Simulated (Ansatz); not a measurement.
Piezoelectric response of La₂BrClO₂ in the P4mm structure, calculated with Ansatz

Space group P4mm (No. 99), 6 atoms in the cell of the first input below: a = 4.087 Å, b = 4.087 Å, c = 7.137 Å, α = 90.00°, β = 90.00°, γ = 90.00°.

The structure comes from the Materials Project database of computed cells (whether it is a measured phase wasn't checked), relaxed without spin–orbit coupling to zero pressure (pressure 0.0 GPa with this functional, without spin–orbit coupling). Functional: PBEsol.

Input:

```yaml
crystal:
  lattice:
    - [4.0868353988, 0.0, 0.0]
    - [0.0, 4.0868353988, 0.0]
    - [0.0, 0.0, 7.1369555912]
  atoms:
    - { symbol: Br, position: [0.5, 0.5, 0.3722447521] }
    - { symbol: Cl, position: [0.0, 0.0, 0.6418041649] }
    - { symbol: La, position: [0.0, 0.0, 0.1639462877] }
    - { symbol: La, position: [0.5, 0.5, 0.8273410608] }
    - { symbol: O, position: [0.5, 0.0, 0.9973318673] }
    - { symbol: O, position: [0.0, 0.5, 0.9973318673] }
basis:
  ecutwfc: 420
  ecutrho_ratio: 4
kpoints:
  mp_grid: { grid: [8, 8, 4] }
hamiltonian:
  xc: pbesol
scf:
  occupations: { method: fixed }
output:
  forces: true
  stress: true
  eigenvalues: true
  polarization: {}
elastic:
  mode: relaxed_ion
  stencil: two_point
```

```bash
ansatz run input.yaml --threads 8 --pin off --max-ram 15360MiB --backend cpu --events-out ev --progress --plain --runs-dir out
```

Time: 3.2 min on 8 threads of Arm Neoverse V2, on a shared host, peak memory 0.83 GiB.

Elastic constants with relaxed ions (GPa, engineering shears):

```json
{"": "xx", "xx": "139.1", "yy": "49.9", "zz": "47.7", "yz": "0.0", "xz": "0.0", "xy": "0.0"}
{"": "yy", "xx": "49.9", "yy": "139.1", "zz": "47.7", "yz": "0.0", "xz": "0.0", "xy": "0.0"}
{"": "zz", "xx": "47.7", "yy": "47.7", "zz": "63.3", "yz": "0.0", "xz": "0.0", "xy": "0.0"}
{"": "yz", "xx": "0.0", "yy": "0.0", "zz": "0.0", "yz": "32.6", "xz": "0.0", "xy": "0.0"}
{"": "xz", "xx": "0.0", "yy": "0.0", "zz": "0.0", "yz": "0.0", "xz": "32.6", "xy": "0.0"}
{"": "xy", "xx": "0.0", "yy": "0.0", "zz": "0.0", "yz": "0.0", "xz": "0.0", "xy": "57.4"}
```

Proper piezoelectric stress tensor e (C/m²):

|  | xx | yy | zz | yz | xz | xy |
| --- | --- | --- | --- | --- | --- | --- |
| x | 0.000 | 0.000 | 0.000 | 0.000 | 0.184 | 0.000 |
| y | 0.000 | 0.000 | 0.000 | 0.184 | 0.000 | 0.000 |
| z | -0.136 | -0.136 | -0.532 | 0.000 | 0.000 | 0.000 |

Signs follow the polarity of the cell as typed: the inverted crystal has all signs reversed.

Which piezoelectric strain constant d is largest in size (symmetry may tie others with it)?

d = e C⁻¹ gives d(z; zz) = -11.8 pC/N.

```json
{"": "x", "xx": "0.0", "yy": "0.0", "zz": "0.0", "yz": "0.0", "xz": "5.6", "xy": "0.0"}
{"": "y", "xx": "0.0", "yy": "0.0", "zz": "0.0", "yz": "5.6", "xz": "0.0", "xy": "0.0"}
{"": "z", "xx": "2.3", "yy": "2.3", "zz": "-11.8", "yz": "0.0", "xz": "0.0", "xy": "0.0"}
```

Caveats: no phonons were computed, so distortions that enlarge the cell are untested, and the real phase may be another, perhaps a centrosymmetric one without piezoelectricity; no spin-orbit coupling, which matters for these elements.

The largest response lies along the polar axis because the biggest piezoelectric stress coefficient, -0.532 C/m², meets a soft lattice direction: the stiffness is 63.3 GPa along c against 139.1 GPa in the plane. This fits a matlockite-like layering, in which strongly bonded La–O slabs are separated by more compliant halide double layers. The shear stiffness is lower still, at 32.6 GPa, but its weaker piezoelectric coupling keeps that strain constant at 5.6 pC/N.

The transverse constant is positive although its stress coefficient is negative. In-plane tension also contracts c, and the polarization change from that contraction outweighs the direct in-plane term.

The polarity probably stems from Br and Cl occupying opposite sides of the halide double layer, since the parent oxyhalides with a single halogen are centrosymmetric. Random halogen mixing would therefore largely cancel the macroscopic response. The soft axial stiffness may also be sensitive to dispersion forces, which PBEsol doesn't treat explicitly, so the size of the largest constant is less secure than its origin.
